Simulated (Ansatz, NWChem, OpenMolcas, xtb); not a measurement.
# Ligand exchange: CH3Br + SiH3F → CH3F + SiH3Br

Species: CH3Br `CBr`, singlet; SiH3F `F[SiH3]`, singlet; CH3F (fluoromethane) `CF`, singlet; SiH3Br `[SiH3]Br`, singlet. The partners trade Br for F: C–Br and Si–F bonds give way to C–F and Si–Br.

Shapes, held fixed at every level: PBE0-D4/def2-TZVP. Programs: Ansatz 0.2.0, NWChem 7.3.0, OpenMolcas 26.06, xtb 6.7.1. A level may come from different programs for different species; with the same settings they agree closely. The zero-point and thermal change to 298 K, harmonic and unscaled (PBE0-D4/def2-TZVP), is +1.5 kJ/mol.

```json
{"level": "GFN0-xTB", "kind": "semi-empirical", "ΔH(298 K) (kJ/mol)": "-10.3", "less CCSD(T)/def2-TZVPP": "-89.0"}
{"level": "SPW92/def2-TZVPP", "kind": "LDA", "ΔH(298 K) (kJ/mol)": "+65.1", "less CCSD(T)/def2-TZVPP": "-13.6"}
{"level": "B3LYP/6-31G* (Cartesian functions)", "kind": "global hybrid", "ΔH(298 K) (kJ/mol)": "+71.6", "less CCSD(T)/def2-TZVPP": "-7.1"}
{"level": "wB97M-V/def2-TZVPP", "kind": "range-separated hybrid", "ΔH(298 K) (kJ/mol)": "+72.3", "less CCSD(T)/def2-TZVPP": "-6.4"}
{"level": "wB97X-V/def2-TZVPP", "kind": "range-separated hybrid", "ΔH(298 K) (kJ/mol)": "+70.4", "less CCSD(T)/def2-TZVPP": "-8.3"}
{"level": "B2PLYP/def2-TZVPP", "kind": "double hybrid", "ΔH(298 K) (kJ/mol)": "+78.1", "less CCSD(T)/def2-TZVPP": "-0.6"}
{"level": "MP2/def2-SVP", "kind": "perturbation theory", "ΔH(298 K) (kJ/mol)": "+61.4", "less CCSD(T)/def2-TZVPP": "-17.3"}
{"level": "MP2/def2-TZVPP", "kind": "perturbation theory", "ΔH(298 K) (kJ/mol)": "+83.7", "less CCSD(T)/def2-TZVPP": "+5.0"}
{"level": "CCSD(T)/def2-TZVPP", "kind": "coupled cluster or CI", "ΔH(298 K) (kJ/mol)": "+78.7", "less CCSD(T)/def2-TZVPP": "0.0"}
```

The highest level, CCSD(T)/def2-TZVPP, gives ΔH(298 K) = +78.7 kJ/mol; the levels span -10.3 to +83.7. They disagree on the sign: 8 of 9 are positive. GFN0-xTB strays far from the other rows. The column of differences is taken from that level and isn't an error. No measured value is set beside it here. Relativity is left out for Br. Outer-core shells of Br are correlated in most correlated rows, in sets that cover them unevenly.

The exchange is clearly endothermic: fluorine prefers silicon and leaves bromine to carbon. Both C–F and Si–F bonds are strong, but silicon is more electropositive than carbon, so fluorine gains more ionic stabilisation there, helped by lone-pair donation into σ* orbitals at silicon. Bromine, less electronegative and with more diffuse orbitals, gains much less from the same move. The thermal term is only +1.5 kJ/mol, so the preference is electronic.

Because the number of bonds of each order is conserved, much of the LDA's overbinding cancels, and even that level gives +65.1 kJ/mol. The negative GFN0-xTB value contradicts the well-known fluorophilicity of silicon and probably reflects an approximate, non-self-consistent treatment of the polar Si–F bond.

Going from def2-SVP to def2-TZVPP moves MP2 from +61.4 to +83.7 kJ/mol, more than the whole spread among methods in the larger basis. The direction of exchange is therefore secure, but B2PLYP's close match to CCSD(T) doesn't establish its accuracy at the basis-set limit.
